# Why exact exchange favours the quartet of Co(NH₂)₂, and why its effect weakens

A Co(II) ion has seven d electrons. In the quartet, five have spin up and two have spin down, which makes 10 + 1 = 11 pairs of like spin. In the simplest doublet the split is four and three, which makes 6 + 3 = 9. Exchange lowers the energy only between electrons of like spin, so the quartet has two more pairs that profit from it. A functional that treats exchange more fully should therefore move the quartet down relative to the doublet.

The count gives a direction but not a size. PBE already contains an approximate exchange energy, and mixing in exact exchange replaces part of that approximation. What moves the gap is the difference between the two descriptions of exchange, taken for the quartet and then for the doublet. The count also treats the doublet as one fixed arrangement of electrons, and here that assumption fails.

## What happens

Spin gap (quartet minus doublet) of neutral, isolated Co(NH₂)₂, calculated with Ansatz 0.2.0 using unrestricted Kohn–Sham PBE with the listed share of exact exchange, the def2-TZVP basis and no dispersion correction. Each spin state is kept at its own PBE0-D4/def2-TZVP geometry.

```
exact exchange (%)  spin gap (kJ/mol)
                 0              -8.60
                 5             -22.60
                10             -35.50
                15             -47.40
                25             -68.60
                35             -87.10
                50            -110.30
```

The spin gap is the energy of the quartet minus that of the doublet, so a negative value puts the quartet lower. It is negative in every row and becomes more negative at every step, as the count suggests. From 0 to 50 % exact exchange it changes by −101.7 kJ/mol. The choice of functional thus matters far more here than the small gap at 0 % would suggest.

The fall is not a straight line. In the first step each added per cent of exact exchange changes the gap by −2.80 kJ/mol, but between 35 and 50 % by only −1.55 kJ/mol. The slope weakens at every step in between, and no row breaks the pattern. The feature to explain is thus a smooth bend.

## Why the gap falls

Pair counting is one part of the reason. Another is probably how semilocal exchange treats the bonds between cobalt and nitrogen. Such functionals tend to make electrons spread too readily over metal and ligand, because an electron is not fully freed from repelling itself. Exact exchange reduces this error and with it the excess stability of covalent bonding.

The doublet should lose more by this correction. Pairing two d electrons can empty an orbital that is antibonding between cobalt and nitrogen, which strengthens the bond. The structures agree with this picture: the Co–N distance is about 1.79 Å in the doublet and 1.82 Å in the quartet. That small difference is no proof, however. The doublet structure was optimised with 25 % exact exchange, where the calculated doublet is already far from a simple one, as shown below. Nor does the calculation divide the slope into a share from pair counting and a share from covalency.

## Why the fall slows down

Suppose first that the orbitals of both states could not change. The energy of each state would then be linear in the share of exact exchange, because the share only sets the weights of two fixed exchange energies. The gap, a difference of two straight lines, would be straight as well. Any bend must therefore come from orbitals that readjust as the functional changes, since each spin state keeps one structure throughout.

Readjustment has a definite sign. Orbitals that are best at one share can be carried over to a neighbouring share, where they give an energy on the straight line. Letting them relax can only lower that energy, so each state's curve bends downwards. The gap can flatten only if the doublet gains more from relaxation than the quartet does.

The energies of the two states show this division. Between the first step and the step from 25 to 35 %, the slope of the doublet energy changes by −3.3 kJ/mol per %, and that of the quartet by −2.4. Most of the doublet's bend is therefore matched by a similar bend in the quartet and cancels in the gap. The remainder belongs to the doublet, and it is the bend seen in the table, now traced to one side of the difference.

The doublet has a way to relax that the quartet largely lacks. In a simple doublet, two electrons of opposite spin share one d orbital and repel each other strongly. Exact exchange does not help such a pair to keep apart, because exchange acts only between like spins. Semilocal exchange imitates part of the missing correlation, and this help shrinks as it is replaced. The calculation can respond by placing the two electrons in different orbitals, one with spin up and one with spin down.

The result is a determinant with three singly occupied orbitals, two with spin up and one with spin down. It still has one more up-spin than down-spin electron, so it counts as a doublet in the calculation. It is not a pure doublet, though, but a mixture of doublet and quartet. Its d electrons still form only nine pairs of like spin, so pair counting alone would not set it apart from the simple doublet. But it fills the orbitals much as the quartet does and contains part of a quartet, so its energy should follow that of the quartet more closely.

The expectation value of the squared total spin, ⟨S²⟩, makes this mixing visible. A pure doublet has 0.75, and the ideal determinant with two spins up and one down has 1.75 (in units of ħ²). The calculated doublet has 0.88 at 0 % and climbs steadily to 1.57 at 35 %. The state called a doublet thus changes its character along the series, without a jump that would point to a sudden change of state. Which d orbitals take part is not settled by ⟨S²⟩ alone.

## How large the effect is

The mixing can be turned into a simple model. Let w be the weight of the quartet in the calculated doublet. A pure quartet has ⟨S²⟩ = 3.75, so a mixture of the two spins has

⟨S²⟩ = 0.75 (1 − w) + 3.75 w, which gives w = (⟨S²⟩ − 0.75)/3.

If the energy mixes in the same proportion, the calculated doublet is pulled towards the quartet by the fraction w of their true separation. The gap in the table is then

spin gap = (1 − w) × G,

where G is the gap between the quartet and a pure doublet. This step would be exact for a wave function that mixes a pure doublet with the calculated quartet itself at one structure, but it is an assumption for a density functional. It also takes the quartet as pure, ignores any higher spin in the doublet and neglects the small difference between the two structures. The pure doublet part may itself change along the series, so G need not refer to one fixed arrangement of electrons.

Applied row by row, the formula removes most of the bend. The raw slope weakens by 34 % between the first step and the step from 25 to 35 %, whereas the slope of G weakens by only 4 %. On these assumptions, the growing quartet character of the doublet accounts for most of the flattening up to 35 %. The pure gap itself falls by a little over 3 kJ/mol for each per cent of exact exchange.

Mixing weakens the slope in two ways. It dilutes the response, because only the fraction 1 − w of the change in G reaches the calculated gap. In addition, w itself grows and draws the doublet closer to the quartet. This second effect has little leverage near 0 %, where the two states lie close together, and more once they are far apart.

For a prediction, G is taken as a straight line in the share of exact exchange. A least-squares fit to the six rows from 0 to 35 % gives G = −9.19 − 3.188 a, with G in kJ/mol and a in per cent. The typical error of the resulting spin gap in those rows is 0.3 kJ/mol, against 2 kJ/mol for a plain straight line through the same gaps. Both descriptions have two fitted constants, but the mixing model also uses the calculated ⟨S²⟩ of each row.

The row at 50 % was not part of the fit and can serve as a worked case. The line gives G = −9.19 − 3.188 × 50 = −168.6 kJ/mol. If the doublet has reached the ideal value of 1.75, then w = (1.75 − 0.75)/3 = 1/3. The predicted spin gap is 2/3 × (−168.6) = −112.4 kJ/mol, close to the −110.3 kJ/mol in the table.

This agreement is encouraging but not an independent test, because the value 1.75 was assumed. Had the mixing stopped at its level for 35 %, where w = 0.274, the prediction would be 0.726 × (−168.6) ≈ −122 kJ/mol. That is hardly better than the −123 kJ/mol from the plain straight line. To match the table exactly, ⟨S²⟩ would have to be 1.79, slightly above the ideal value. Some further bending, beyond what this simple mixing describes, therefore probably remains at the upper end.

## What to do about it

**Read ⟨S²⟩ together with the gap.** At 0 % the correction for mixing is only −0.4 kJ/mol, but at 35 % it is −33 kJ/mol. A calculated gap at a high share of exact exchange thus understates how far the quartet lies below a pure doublet, if the mixing model holds. The corrected value is a useful measure of the problem, not a reference energy. Where it differs much from the raw gap, a method that treats the doublet with several determinants is the sounder choice.

**Do not carry one slope across the whole range.** The average, −101.7/50 = −2.03 kJ/mol per %, is too weak at the start and too strong at the end. For a small change in the share of exact exchange, the slope between neighbouring rows is the better guide. For a related complex, count the like-spin pairs first to find the direction. Then see whether ⟨S²⟩ of the low-spin state rises with exact exchange; if it does, this mechanism leads one to expect a similar flattening.

**Treat the sign at 0 % with care.** The quartet is lower there by only 8.6 kJ/mol, and the first 5 % of exact exchange changes the gap by more than that. Spin-orbit coupling, which is left out, could also matter on this scale. The doublets were tested for stability against small changes of their orbitals, which does not exclude a different doublet of lower energy. Such a state would make the gap less negative, whereas a lower quartet, which is not excluded either, would make it more negative.

**Keep the spin state in view when modelling precursors.** Cobalt amides with bulkier ligands are used to deposit cobalt-containing films for electronic devices. If a reaction step changes the spin state at cobalt, its calculated energy takes on the functional dependence of the spin gap. It is then sensible to repeat that step with at least two shares of exact exchange and to check ⟨S²⟩ in each. The trend shows how sensitive the answer is, but does not by itself tell which share is right.
